**Q:** I work with AlCo₃, and a population analysis has sorted the electrons of its unit cell into atomic shells. Some of them end up in no shell at all. Where are they?

**A:** They are in the same occupied states of the metal as all the other electrons. The analysis takes a list of atomic orbitals and asks how much of those states can be built from them. Here the list holds 3s and 3p on aluminium, and 3s, 3p, 3d and 4s on cobalt. Each orbital keeps a shape fixed in advance, whereas the electron waves in a metal adapt to the neighbours. The leftover is the part of the waves that the list can't reproduce.

**Q:** So it isn't a count of free electrons that I could use for the conductivity?

**A:** No. Conduction depends on the states near the Fermi level, while this leftover is summed over all occupied states in the calculation. It measures how well a short list of orbitals describes the metal. If you add orbitals to the list, the leftover can only shrink or stay the same, although the metal hasn't changed.

**Q:** How does it respond when the cell is squeezed or stretched?

**A:** Here are six volumes of the same ferromagnetic cubic crystal.

AlCo₃ (space group Pm-3m, four-atom cell), calculated with Ansatz 0.2.0 using scalar-relativistic r2SCAN with collinear spins, PAW, a 500 eV plane-wave cutoff, a 12×12×12 k mesh and Gaussian smearing of 0.1 eV. The last column counts electrons per cell outside the Löwdin populations of Al 3s and 3p and Co 3s, 3p, 3d and 4s.

| volume (Å³/atom) | shortest distance (Å) | electrons outside these shells (e) |
| --- | --- | --- |
| 10.840 | 2.484 | 0.600 |
| 11.186 | 2.510 | 0.610 |
| 11.433 | 2.529 | 0.610 |
| 11.532 | 2.536 | 0.610 |
| 11.878 | 2.561 | 0.620 |
| 12.224 | 2.586 | 0.620 |

The leftover hardly moves. It rises from 0.600 to 0.620 electrons per cell while the volume grows by about 13 %. The flat stretches and jumps in the column come from rounding to 0.01. For the four middle volumes the shell populations themselves are known to more digits, and subtracting them from the 54 electrons of the cell gives a smooth rise.

To picture the crystal, note that each aluminium atom has twelve cobalt neighbours at the shortest distance, while each cobalt atom has four aluminium and eight cobalt neighbours there.

**Q:** I would have guessed the opposite. If I pull the atoms apart, they become more like free atoms, and atomic orbitals should describe them better.

**A:** That effect is real, but theory suggests a second one that works against it. When atoms are close, the tails of their neighbours' orbitals reach into the space around them. Several tails together can imitate a shape that is absent from the list, such as a 4p wave on cobalt. Stretching the crystal thins out these tails, and the imitation gets worse.

Your effect lowers the leftover on stretching, and the loss of tails raises it. The calculation doesn't separate the two, but it does separate the spins. Between 11.186 and 11.878 Å³ per atom, the leftover of the majority spin stays at about 0.25 electrons, while that of the minority spin rises from 0.356 to 0.369. The whole rise is in the minority spin, and a loss of tails alone doesn't explain that.

Magnetism may have a share. The magnetic moment grows along the series, from 4.3 to 4.8 Bohr magnetons per cell. I would expect this to spread out the minority 3d waves, away from the fixed shape on the list, but the size of that effect wasn't calculated.

**Q:** Is the small change at least a sign that the electrons stay where they are?

**A:** No, the shells beneath it change more than the leftover does. Between the volumes 11.186 and 11.878 Å³ per atom, the cobalt 3d shells lose 0.10 electrons per cell. The aluminium shells gain 0.06 and the other cobalt shells 0.03, which leaves only about 0.01 for the leftover. These are changes in a bookkeeping of overlapping orbitals, so they don't trace a flow of charge from one atom to another. They do show that the small rise of the leftover is what remains of larger changes that nearly cancel.

**Q:** Then give me a rule that I can use with pencil and paper.

**A:** Let the leftover grow in proportion to the shortest distance between atoms. Call the leftover $N$ and the shortest distance $d$, and mark their values in a reference cell with a zero:

$$N \approx N_0\,\frac{d}{d_0}$$

The reference is the cell at 11.532 Å³ per atom, which is practically free of stress. Its shell populations, subtracted from 54, give $N_0 = 0.612$ electrons, and its shortest distance is $d_0 = 2.536$ Å. This one row sets the only constant of the rule.

**Q:** Show me with the most compressed cell.

**A:** At 10.840 Å³ per atom the shortest distance is 2.484 Å. The estimate is

$$N \approx 0.612 \times \frac{2.484}{2.536} = 0.599$$

The table has 0.600. The distance is 2 % shorter than in the reference cell, so the leftover is 2 % smaller. This row had no part in setting the constant, though the form of the rule was chosen with the table in view.

**Q:** And the most stretched one?

**A:** There the shortest distance is 2.586 Å, and the row is again independent of the constant:

$$N \approx 0.612 \times \frac{2.586}{2.536} = 0.624$$

The table has 0.620, which is the same value once the estimate is rounded to two decimals. The column is no finer than that, so the two end rows can't test the rule more sharply.

**Q:** What if I know only the volume?

**A:** In a cubic cell that keeps its shape, every distance follows the cube root of the volume. A volume change of 3 % therefore changes the distance by 1 %, and the leftover by 1 % as well. That is about 0.006 electrons per cell. For a volume a little off the reference, you can do this in your head.

**Q:** Why the distance and not the volume itself? If these electrons filled the gaps between the atoms, there should be more of them in a bigger cell.

**A:** That picture can be tested. Suppose the leftover were a background of fixed density, so that it grew in step with the volume. In the most stretched cell it would then reach

$$0.612 \times \frac{12.224}{11.532} = 0.649$$

The table has 0.620, so the picture predicts a rise several times too large. It fails at the compressed end too, where it gives about 0.58 instead of 0.60. The leftover doesn't behave like a uniform filling of the crystal.

**Q:** Does the proportionality to distance then have a deeper reason?

**A:** I know of none. I compared the finer counts at 11.186 and 11.878 Å³ per atom and asked which power of the distance links them. The answer is 1.0, and rounding in the populations could shift it by at most about 0.2. That excludes a constant leftover and one that follows the volume, but it doesn't turn the first power into a law. Several effects can add up to a simple slope over a short range.

**Q:** How far can I trust the rule within the table?

**A:** In every row it agrees with the column to within 0.005 electrons, which is half of the last digit that the column resolves. Against the finer counts of the four middle rows, one of which sets the constant, it is off by less than 0.1 % of the leftover. Rounding in the populations could by itself cause a difference of that size, so the agreement can't be judged more finely. If you don't need that precision, take 0.61 electrons for any of these volumes. You will be wrong by no more than about 2 % of the value.

**Q:** What does this range mean in terms of pressure?

**A:** The most compressed cell is under a calculated pressure of about 11 GPa, and the most stretched one is under a tension of about 8 GPa. Even such loads move the leftover by only about 2 %. 

**Q:** And if I go far beyond the table?

**A:** Then the rule must break down, and the stretched side shows why. At twice the reference distance it would predict about 1.2 electrons outside the shells. Yet when the crystal is pulled apart into neutral atoms, their electrons belong in the very shells on the list, and the leftover should nearly vanish. Somewhere beyond the table the rise has to turn into a fall, because your effect, the return to free atoms, wins in the end.

**Q:** Can I at least carry the constant over to a similar alloy?

**A:** I wouldn't carry over the number, since it belongs to this compound and to this list of orbitals. It also belongs to this magnetic state, and whether a lower one exists wasn't tested thoroughly. What you can carry over is the way of thinking. Ask first which shapes the orbital list lacks, then whether neighbouring tails can stand in for them. In a magnet, look at the leftover of each spin separately. Two opposing effects may leave only a weak dependence on volume, but they needn't, so calculate one squeezed and one stretched cell to find its size and sign.
